## Stretching a layered alloy in its plane

In LiRh, flat layers of lithium alternate with flat layers of rhodium, stacked so that each atom sits over a hollow of the next layer. The calculation strains both in-plane directions equally and lets the height c of the cell find its own best value. A film forced to match a substrate is in this situation: held sideways, free upwards. Stress is counted positive in compression, and a is the in-plane cell edge.

LiRh (space group P-6m2, a = 2.626 Å, c = 4.326 Å, 12.91 Å³ per atom) under equal strain along a and b, with c and the atoms relaxed. Ansatz 0.2.0, PBEsol, scalar-relativistic plane-wave PAW, no spin polarisation, 420 eV cutoff, 18×18×10 k mesh, 0.1 eV Gaussian smearing. Energies are extrapolated to zero smearing; stress is positive in compression.

| strain (%) | energy change (meV/atom) | volume change (%) | c over a | stress xx (GPa) | stress zz (GPa) |
| --- | --- | --- | --- | --- | --- |
| -6 | 159.5 | -10.35 | 1.778 | 39.06 | -0.01 |
| -4 | 65.1 | -6.87 | 1.734 | 22.60 | -0.01 |
| -2 | 14.9 | -3.45 | 1.690 | 9.88 | 0.00 |
| 0 | 0.0 | 0.00 | 1.648 | 0.00 | 0.00 |
| 2 | 12.9 | 3.38 | 1.605 | -7.48 | 0.02 |
| 4 | 47.5 | 6.78 | 1.564 | -13.15 | 0.01 |
| 6 | 98.8 | 10.10 | 1.523 | -17.32 | 0.01 |

**1. Does the crystal keep its volume when its layers are stretched?**

It doesn't come close. At 6 % strain the area of a layer has grown by 12.4 %, and the volume still grows by 10.1 %. The cell becomes lower, but only by 2.0 %. Constant volume would need c to shrink by about 2 % for every 1 % of in-plane strain, whereas near zero strain it shrinks by only 0.29 %.

**2. Why does c shrink at all?**

Each atom has six like neighbours in its own layer, at distance a, and six unlike ones in the layers above and below. The like contacts lie in the plane, so they must take the full strain. The Li–Rh contacts are slanted, with length d given by d² = a²/3 + c²/4. Stretching the plane lengthens them, which is expected to cost energy, and a lower c shortens them again. At 6 % strain they are only 0.7 % longer than at the start; with c held at its starting value they would be 2.0 % longer.

**3. Do the Li–Rh contacts then behave like rigid rods?**

Keeping d constant in the formula above requires c to change by −4/(3 × 1.648²) = −0.49 times the in-plane strain, where 1.648 is the unstrained c/a. The computed factor is −0.29, so c goes about 60 % of the way. This shortfall is informative. If the energy were a sum of separate terms, one for the length of each nearest contact, c could affect it only through d, and d would stay at its best value. Something beyond such a sum must therefore matter; farther neighbours and a dependence of the bonding on angles are plausible guesses, not tested here.

**4. Why does squeezing cost more than stretching?**

At 6 % compression the energy is 1.6 times that at 6 % tension. The usual explanation, not tested separately here, is the shape of the interaction between atoms. Pushed together, their electron clouds overlap more and the repulsion climbs steeply; pulled apart, they are held by an attraction that fades gradually. The stress shows the same lopsidedness: its change per unit strain is 823 GPa between −6 and −4 %, but only 209 GPa between 4 and 6 %.

**5. Can the energy be estimated from the stress?**

For small strain ε the in-plane stress has size Yε, where Y is the biaxial stiffness. It does work in two directions, each contributing ½Yε² per unit volume, while the free c direction contributes none. The energy per atom is therefore VYε², with V the volume per atom. The stresses at ±2 % give Y = (9.88 + 7.48)/0.04 = 434 GPa. For 4 % strain, with 1 eV/Å³ equal to 160.2 GPa,

12.91 Å³ × 434 GPa × 0.04² / 160.2 = 0.056 eV = 56 meV per atom.

The energies at 4 % played no part in this estimate. They are 65.1 meV in compression and 47.5 meV in tension, one on each side of it, because a constant stiffness ignores the lopsidedness of question 4. A Morse curve, which hardens under compression and softens under tension, was fitted to all seven energies with two adjustable constants. Its slope reproduces the computed stresses to within 1 %, as the output below shows. That supports the shape of the curve; the two constants are not bond properties.

**6. What would change if c were held fixed?**

Every strained row would lie higher in energy, since the relaxed c is the one that lowers it most. Stress zz, now practically zero, would appear: tensile when the plane is stretched, because the cell would be prevented from becoming lower. A series with fixed c would thus describe a film clamped on all sides, and its energies shouldn't be used for one with a free surface.

**7. Which digits can be trusted?**

The stress, added up along the path, should return the energy. From 0 to −6 % it gives 159.9 meV per atom, against 159.5 in the table. The small gap comes mostly from the smearing of the electron occupations: the stress belongs to the free energy, which rises by 159.8 meV, while the table extrapolates to zero smearing. Tenths of a meV thus depend on which energy is meant. How far the digits would move with a higher cutoff or a denser k mesh isn't tested here.

This agreement shows consistency, not accuracy for a real film. The functional has its own error, PBEsol was run on PAW datasets made for PBE, thermal and zero-point motion are left out, and the crystal was kept non-magnetic and in its original symmetry. In tension the stress is still growing at 6 %, but a real film might crack or distort earlier, so the last row is not a strength.

Numerical output:

```
Geometry:
  row  in-plane contact (A)  Li-Rh contact (A)  Li-Rh change (%)  Li-Rh change if c were fixed (%)  c change (%)  c change for rigid Li-Rh (%)  area change (%)
   -6                 2.468              2.617           -0.9357                            -1.936          1.46                          2.82           -11.64
   -4                 2.521              2.626           -0.5837                              -1.3         1.053                         1.908            -7.84
   -2                 2.573              2.634           -0.2957                           -0.6544         0.531                        0.9681            -3.96
    0                 2.626              2.641                 0                                 0             0                             0                0
    2                 2.679              2.648            0.2412                            0.6633       -0.6344                       -0.9974             4.04
    4                 2.731              2.654            0.4928                             1.335        -1.276                        -2.025             8.16
    6                 2.784               2.66            0.6984                             2.016        -2.011                        -3.084            12.36
Relative change of c per unit in-plane strain between -2 and 2 %: -0.2914
The same if Li-Rh contacts were rigid (constant volume would give about -2): -0.4914
Biaxial stiffness between -2 and 2 % (GPa): 434
Biaxial stiffness between -6 and -4 % (GPa): 823
Biaxial stiffness between 4 and 6 % (GPa): 208.5
Energy at -6 % over energy at 6 %: 1.614
Size of stress at -6 % over that at 6 %: 2.255
fit of energy_change_curve on 7 rows: coefficient of (1-exp(-s*eps))**2 2187 +/- 1.2, s 3.983; rms 0.0929, worst -4 0.154, leave-one-out rms 0.193
fit of energy_change_curve on 7 rows: coefficient of eps**2 35751 +/- 125, coefficient of eps**3 -140247 +/- 2193; rms 0.591, worst -4 1.08, leave-one-out rms 1.97
Energy and stress models:
  row  harmonic energy from stress slope (meV/atom)  Morse energy (meV/atom)  stress xx from Morse (GPa)
   -6                                         125.9                    159.4                       38.86
   -4                                         55.97                    65.25                       22.57
   -2                                         13.99                    15.04                       9.852
    0                                             0                        0                           0
    2                                         13.99                    12.83                      -7.541
    4                                         55.97                    47.45                      -13.22
    6                                         125.9                    98.84                      -17.42
Integrated stress from 0 to -6 % (meV/atom): 159.9
Integrated stress from 0 to 4 % (meV/atom): 47.1
Free-energy change at -6 % (meV/atom): 159.8
Free-energy change at 4 % (meV/atom): 47.17
```
